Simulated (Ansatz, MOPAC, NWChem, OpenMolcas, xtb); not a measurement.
# GaCl3 (gallium trichloride (monomer)): methods side by side

GaCl3, singlet, SMILES `[Cl][Ga]([Cl])[Cl]`. Each level relaxes the structure for itself.

Quantity: the zero-point energy at each level's own minimum, in kJ/mol. The values are calculated.

```
                                                            level            kind     program  value (kJ/mol)
                                                              PM6  semi-empirical       MOPAC            10.7
                                                         PM6-D3H4  semi-empirical       MOPAC            10.7
                                                              PM7  semi-empirical       MOPAC            10.6
                                                         GFN1-xTB  semi-empirical         xtb             9.6
                                                         HF/3-21G    Hartree–Fock  OpenMolcas            10.2
                                  HF/6-31G* (spherical functions)    Hartree–Fock      NWChem            10.6
                                  HF/6-31G* (Cartesian functions)    Hartree–Fock  OpenMolcas            10.6
B3LYP-D3(BJ)/6-31G*/LANL2DZ (core potential, spherical functions)   global hybrid      NWChem             9.7
                                                PBE0-D4/def2-TZVP   global hybrid      Ansatz            10.2
```

All-electron rows without a relativistic Hamiltonian named are non-relativistic, while core potentials hold scalar relativity, so basis and relativity change together. Harmonic and unscaled. The values span 9.6 to 10.7 kJ/mol.

All levels give GaCl3 a small zero-point energy, as expected for a molecule with few vibrational modes and no light atoms. The heavy chlorine ligands keep even the Ga–Cl stretches at modest frequencies, and the angle-bending and out-of-plane motions are softer still, so the stretches should supply most of the total.

Adding the D3H4 correction to PM6 leaves the value at 10.7 kJ/mol. This is reasonable for a compact monomer, whose curvature at the minimum is set by strong, polar Ga–Cl bonds rather than by dispersion. The choice between spherical and Cartesian functions is equally immaterial at HF/6-31G*, where both give 10.6 kJ/mol.

The two hybrids differ more, at 9.7 and 10.2 kJ/mol, probably through a combination of functional and basis effects on the bond stiffness. HF/3-21G matches the PBE0 value, but such agreement doesn't establish equally good force constants, because errors in the stretches and bends can cancel in the sum.
